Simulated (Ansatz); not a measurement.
Clean, relaxed (111) surface of LaS, space group Fm-3m (No. 225) (top face towards +c; held atoms: 1, 2, 3):

```yaml
crystal:
  lattice:
    - [4.10483, 0.00000, 0.00000]
    - [-2.05241, 3.55489, 0.00000]
    - [0.00000, 0.00000, 25.37895]
  atoms:
    - { symbol: La, position: [0.33333, 0.66667, 0.33492] }
    - { symbol: S, position: [0.66667, 0.33333, 0.40095] }
    - { symbol: La, position: [0.00000, 0.00000, 0.46698] }
    - { symbol: S, position: [0.33333, 0.66667, 0.53555] }
    - { symbol: La, position: [0.66667, 0.33333, 0.60955] }
    - { symbol: S, position: [0.00000, 0.00000, 0.66129] }
```

Theory: Ansatz 0.2.0, DFT PBEsol, scalar-relativistic, plane waves, PAW. Plane waves to 420 eV, a k mesh through Γ of 9×9×1 on the computed 6-atom cell and Gaussian smearing (0.10 eV); no spin polarisation. A dipole correction removes the field between periodic images along c.

H (atom) is adsorbed on the top face, one adsorbate per 14.6 Å², and relaxed from 3 starting sites (fractions of a and b). E_ads counts from the clean slab and the free adsorbate (spin-polarised where it has unpaired electrons); negative means bound. Heights count from the highest slab atom after relaxation. Δφ is the top face's. Δp counts per cell along +c. Bonded neighbours lie within 1.25 times the sum of covalent radii. With the adsorbate the cell is lengthened along c to keep the vacuum.

```tsv
start	ends at	E_ads (eV)	height (Å)	shortest contact	Δφ (eV)	Δp (e·Å)
top (S) at (0.00, 0.00)	(0.00, 0.00), 1 bonded neighbour	-1.62	1.36	H–S 1.36 Å	-2.45	+0.198
hollow (S-S-S) at (0.33, 0.67)	(0.33, 0.67), 3 bonded neighbours	-1.10	-1.12	H–La 2.38 Å	+1.27	-0.107
bridge (S-S) at (0.50, 0.00)	(0.40, 0.81), 3 bonded neighbours	-1.05	-0.29	H–S 2.15 Å	+0.06	-0.004
```

The lowest end comes from the top (S) at (0.00, 0.00) start.

Each end is the local minimum or symmetric point that its start leads to. On a slab this thin, differences under about 0.1 eV aren't settled.

The adsorbed runs have no spin polarisation, so weakly bound open-shell ends lie too high.

Spin-orbit coupling is left out, which matters for the bands of heavy elements. Spin polarisation was left out, and a magnetic state may lie lower.

Half the bond energy of H2 is 2.31 eV at this level, so against ½ H2 the lowest end of the 3 starts lies at -1.62 + 2.31 = +0.69 eV: two such adatoms would gain energy by leaving as H2. For the lowest end the change of work function follows from the dipole (Helmholtz): Δφ = −(e/ε0)·Δp/A = −180.95 V·Å × (+0.198 e·Å) / 14.6 Å² = -2.45 eV, against -2.45 eV computed; strictly the dipole sets the difference between the two faces. The added dipole points out of the slab (positive end outward), which lowers the work function.

Hydrogen binds most strongly as a thiol-like S–H group: the 1.36 Å contact is a normal covalent S–H bond. In the hollow it instead sinks below the outer sulfur layer to 2.38 Å from La, a distance typical of a lanthanum hydride. The end reached from the bridge has no proper S–H bond either, since 2.15 Å is far too long for one, and its energy doesn't separate it from the hollow.

The work function follows this change in character. Protonic hydrogen outside the sulfur layer lowers it, whereas embedded hydrogen probably draws electrons from the La 5d states and raises it, with relaxation of the lattice contributing to both shifts. Sulfur in LaS is already close to sulfide, so forming S–H must return an electron to the La 5d band, which probably explains why even the best site can't compete with the H–H bond. This preference for H2 is thermodynamic and says nothing about how fast adatoms would recombine.
